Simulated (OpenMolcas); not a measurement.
# Predicting a hybrid from its neighbours: SiH2O2

SiH2O2 has 5 atoms, charge 0, and is taken as a singlet. SMILES: `O[Si]O`. Geometry: relaxed at PBE0-D4/def2-TZVP. This is one conformer, not always the lowest.

The HOMO–LUMO gap y, in eV, basis aug-cc-pVDZ; a is the functional's share of exact exchange. Programs: OpenMolcas 26.06.

```
functional     program     a  y (eV)
       PBE  OpenMolcas     0    3.99
    revPBE  OpenMolcas     0    4.00
     B3LYP  OpenMolcas   0.2       ?
      PBE0  OpenMolcas  0.25    5.92
     BHLYP  OpenMolcas   0.5    7.80
```

**Question.** Fit y = c + s·a to the known rows and predict B3LYP.

**Answer.** 
1. Means of the 4 rows: a = 0.1875, y = 5.428.
2. Σ(Δa)² = 0.17188, Σ(Δa·Δy) = 1.3094, so the slope is 1.3094/0.17188 = 7.6181.
3. Intercept: 5.428 − (7.6181) × 0.1875 = 4.000. The largest residual of the fit is 0.015.
4. B3LYP: 4.000 + (7.6181) × 0.2 = 5.52 eV.

The run gave 5.56 eV, so the prediction is off by -0.04 eV, more than the scatter of the fit. Exact exchange lowers occupied levels and raises empty ones.

The gap of this silylene rises almost linearly with the share of exact exchange, from 3.99 eV in PBE to 7.80 eV in BHLYP. In singlet Si(OH)2 the frontier levels are normally a silicon lone pair rich in 3s and an empty silicon 3p orbital, pushed up by π donation from the oxygens. Nonlocal exchange stabilises the filled lone pair, whereas the empty orbital gains no comparable exchange stabilisation. Because the exchange operator enters in proportion to a, a nearly straight line follows as long as the orbitals change little.

The near agreement of PBE and revPBE suggests that this change in the gradient correction hardly matters here. B3LYP lies slightly above the line, probably because its semilocal exchange and correlation differ from those of the PBE family, so a alone does not fix the gap. The fit therefore supports interpolation among similar hybrids, but it doesn't identify the best exchange fraction, nor does an orbital gap give the optical excitation energy, which also includes electron–hole attraction.
